# Permissible domain walls: the Sapriel equations and the W′ walls of LaNbO₄

Two ferroelastic domains can meet on a plane without long-range stress only if that plane is deformed identically on both sides. LaNbO₄ reduces this condition to a $2\times2$ matrix with a closed-form solution.

## General statement

Coordinates $x_i$ refer to the orthonormal frame of the prototype (high-symmetry) phase. $S$ and $S'$ are the spontaneous strain tensors of the two domains, with tensor shear components ($S_{12}=\varepsilon_6/2$), and $\Delta=S-S'$.

1. Every vector $\mathbf x$ in the wall has the same length in both domains:
$$\Delta_{ij}x_ix_j=0 .$$
This is the equation of Sapriel (1975). By polarisation it also preserves the angles within the wall.
2. A quadratic form that vanishes on a plane of normal $\mathbf n$ factorises as $(\mathbf n\cdot\mathbf x)(\mathbf d\cdot\mathbf x)$. Then $\Delta=\tfrac12(\mathbf d\mathbf n^T+\mathbf n\mathbf d^T)$ has rank at most 2, so $\det\Delta=0$.
3. The domains are related by a lost point operation $Q$, $S'=QSQ^T$, so $\operatorname{tr}\Delta=0$. With step 2 and $\Delta\neq0$ the eigenvalues are $(\lambda,0,-\lambda)$, with unit eigenvectors $\mathbf v_+,\mathbf v_0,\mathbf v_-$.
4. Conversely, these eigenvalues give
$$\Delta_{ij}x_ix_j=\lambda\,[(\mathbf v_++\mathbf v_-)\cdot\mathbf x]\,[(\mathbf v_+-\mathbf v_-)\cdot\mathbf x].$$
There are two walls. Both contain $\mathbf v_0$, and their normals are perpendicular in the prototype frame.

So $\det\Delta=0$ is necessary and sufficient. It fails, for example, for $m\bar3\to mmm$, where $S=\mathrm{diag}(S_1,S_2,S_3)$, $S'=\mathrm{diag}(S_2,S_3,S_1)$ and $\det\Delta=(S_1-S_2)(S_2-S_3)(S_3-S_1)\neq0$ in general.

A **W wall** has an orientation fixed by symmetry. If $Q$ is a mirror, vectors in the mirror are mapped onto themselves, so the mirror plane is a wall whatever the strain. A lost twofold axis does the same for the plane normal to it, because strain is even under inversion. A **W′ wall** depends on ratios of strain components and turns with temperature and pressure.

The argument is exact at finite strain if $S$ is the Lagrangian strain, since the squared length of a deformed vector is $\mathbf x^T(1+2S)\mathbf x$. We use that definition throughout.

## The model

LaNbO₄ goes from the tetragonal scheelite structure ($I4_1/a$, point group $4/m$) to the monoclinic fergusonite structure (space-group type $C2/c$, point group $2/m$), typically near 770 K. We keep the body-centred cell and the unique axis along $z$. The group orders are 8 and 4, so there are two domains. The lost operations are $4$, $4^3$, $\bar4$ and $\bar4^3$. None is a mirror or a twofold axis.

Domain I has in-plane parameters $a,b,\gamma$. Domain II follows by a $90^\circ$ turn about $z$, with its own axes $\mathbf a_{II}$ along the parent $y$ and $\mathbf b_{II}$ along $-x$. The in-plane metric tensors on the parent lattice basis are
$$G=\begin{pmatrix}a^2&ab\cos\gamma\\ ab\cos\gamma&b^2\end{pmatrix},\qquad G'=\begin{pmatrix}b^2&-ab\cos\gamma\\ -ab\cos\gamma&a^2\end{pmatrix}.$$
With tetragonal reference length $a_t$, $S=(G/a_t^2-1)/2$. The component $S_{33}$ is common to both domains and $S_{13}=S_{23}=0$, so
$$\Delta=2\begin{pmatrix}e&s&0\\ s&-e&0\\0&0&0\end{pmatrix},\qquad e=\frac{a^2-b^2}{4a_t^2},\qquad s=\frac{ab\cos\gamma}{2a_t^2}.$$

## Closed-form solution

The determinant vanishes identically, with $\mathbf v_0=\hat z$. The other eigenvalues are $\pm\lambda$, where $\lambda=2\rho$ and $\rho=\sqrt{e^2+s^2}$. The wall equation is
$$e(x^2-y^2)+2sxy=-e\,(y-m_+x)(y-m_-x)=0,\qquad m_\pm=\frac{s\pm\rho}{e},$$
and $m_+m_-=-1$. For a wall trace at angle $\varphi$ from $x$ it reads $e\cos2\varphi+s\sin2\varphi=0$, or
$$\tan2\varphi=-\frac es=-\frac{a^2-b^2}{2ab\cos\gamma}.$$
The reference $a_t$ has cancelled. Both walls are W′.

The W cases are the two limits. For $s=0$ the walls are $\{110\}$, and for $e=0$ they are $\{100\}$. In a $4/mmm$ parent $e$ and $s$ belong to different representations ($B_{1g}$, $B_{2g}$), one can appear alone, and the walls are the lost mirrors. In $4/m$ both transform as $B_g$, and symmetry leaves their ratio free.

## Numbers

Typical room-temperature inputs: $a=5.565$ Å, $b=5.201$ Å, $\gamma=94.10^\circ$. In the common $b$-unique setting these are $a$, $c$, $\beta$, and our $(hk0)$ becomes $(h0k)$. We choose $a_t^2=(a^2+b^2)/2$, which makes the in-plane $S$ traceless. All entries are the model's values, computed without intermediate rounding.

| quantity | value |
|---|---|
| $G_{11},\ G_{22},\ G_{12}$ (Å$^2$) | 30.969, 27.050, $-2.069$ |
| $a_t$ (Å) | 5.386 |
| $e,\ s$ | 0.0338, $-0.0357$ |
| $\rho,\ \lambda$ | 0.0491, 0.0982 |
| $\tan2\varphi$ | 0.947 |
| $\varphi$ | $21.72^\circ$ and $-68.28^\circ$ |
| $m_+,\ m_-$ | 0.398, $-2.51$ |

The wall $y=m_+x$ obeys $hx+ky=0$ with $h:k=2:-5.02$. Indices in domain II follow from $h_{II}=k$, $k_{II}=-h$, so this wall is $(2,-5.02,0)_I\parallel(5.02,2,0)_{II}$. The other is $(5.02,2,0)_I\parallel(2,-5.02,0)_{II}$. Symmetry doesn't make these indices rational.

Two sizes set the precision. Differentiating the wall equation gives $d\varphi=\tfrac14\sin4\varphi\;d\ln|e/s|$, so a 1 % change of $e/s$ turns the wall by $0.14^\circ$. The linearised strains $e\approx(a-b)/2a_t=0.0338$ and $s\approx(\pi/2-\gamma)/2=-0.0358$ give $\varphi=21.68^\circ$, which is $0.04^\circ$ from the exact result. With inputs that are only typical, quote $21.7^\circ$.

## What "perpendicular" means in the crystal

Take $\mathbf t_1=(\cos\varphi,\sin\varphi)$ and $\mathbf t_2=(-\sin\varphi,\cos\varphi)$ along the two traces, with $\cos2\varphi=-s/\rho$ and $\sin2\varphi=e/\rho$. With our $a_t$, $\mathbf t_i^TS\mathbf t_i=0$ (no sum) and $\mathbf t_1^TS\mathbf t_2=-e\sin2\varphi+s\cos2\varphi=-\rho$, while $S'=-S$ in the plane. On this basis
$$1+2S=\begin{pmatrix}1&-\lambda\\-\lambda&1\end{pmatrix},\qquad 1+2S'=\begin{pmatrix}1&\lambda\\ \lambda&1\end{pmatrix}.$$
The unit square becomes a rhombus of angle $90^\circ\pm\omega$ with $\sin\omega=\lambda$, here $\omega=5.64^\circ$. The two permissible planes meet at $95.6^\circ$ inside domain I, and the same angle is $84.4^\circ$ inside domain II. This departure is of first order in the strain.

The pure stretches open or close the square symmetrically, so they turn $\mathbf t_1$ by $-\omega/2$ in I and by $+\omega/2$ in II. Closing the wall along $\mathbf t_1$ therefore needs a relative rigid rotation $\omega$ about $z$. The wall along $\mathbf t_2$ needs the opposite rotation, so the two wall families cannot meet without local stress.

Once $\mathbf t_1$ is shared, $\mathbf t_2$ lies at $(-\lambda,\sqrt{1-\lambda^2})$ in I and at $(\lambda,\sqrt{1-\lambda^2})$ in II. The domains differ by a simple shear
$$g=\frac{2\lambda}{\sqrt{1-\lambda^2}}=2\tan\omega=0.197 .$$

## Stress and pressure

A shear traction $\tau$ on the wall plane along $\mathbf t_1$ does work $\tau g$ per unit volume swept by the wall. For an assumed $\tau=10$ MPa the model gives 2.0 MJ m$^{-3}$. Hydrostatic pressure does no work, because $\det G=\det G'$ and the domains have equal volume.

Pressure still turns the walls through $e/s$. Take the tetragonal phase at pressure $p$ as reference and apply $\eta_1=e$, $\eta_2=-e$, $\eta_6=2s$. Let $C_{ij}$ be the second derivatives of the free energy per reference volume with respect to Lagrangian strain, internal coordinates relaxed. In $4/m$, $C_{22}=C_{11}$ and $C_{26}=-C_{16}$. The linear term $-p\operatorname{tr}\eta$ vanishes, and $V/V_0=\sqrt{1-4\rho^2}\approx1-2\rho^2$, so to second order the Gibbs energy per reference volume changes by
$$(C_{11}-C_{12}-2p)\,e^2+2(C_{66}-p)\,s^2+4C_{16}\,es .$$
This form loses positivity when $(C_{11}-C_{12}-2p)(C_{66}-p)=2C_{16}^2$, along $s=-C_{16}e/(C_{66}-p)$. If the transition is continuous, the strain sets in along that direction and the walls appear at
$$\tan2\varphi_0=\frac{C_{66}-p}{C_{16}} .$$
Further into the monoclinic phase higher-order terms can change $e/s$, and the cell parameters must be used.

## Model against the general statement

| general statement | LaNbO₄ model |
|---|---|
| $\operatorname{tr}\Delta=0$ | from $Q=4_z$ |
| $\det\Delta=0$ is a condition | holds for any $a,b,\gamma$, since $\Delta\hat z=0$ |
| eigenvalues $(\lambda,0,-\lambda)$ | $\lambda=2\sqrt{e^2+s^2}=0.0982$ |
| two perpendicular planes | $m_+m_-=-1$ in the prototype frame, $90^\circ\pm5.64^\circ$ in the crystal |
| W or W′ | both W′, $\tan2\varphi=-e/s$ |

The criterion is kinematic. It contains no wall energy or thickness, so it can't say whether a real wall follows the compatible plane smoothly or by steps on nearby rational planes. It also assumes unclamped domains, which a grain in a ceramic or a film on a substrate need not be.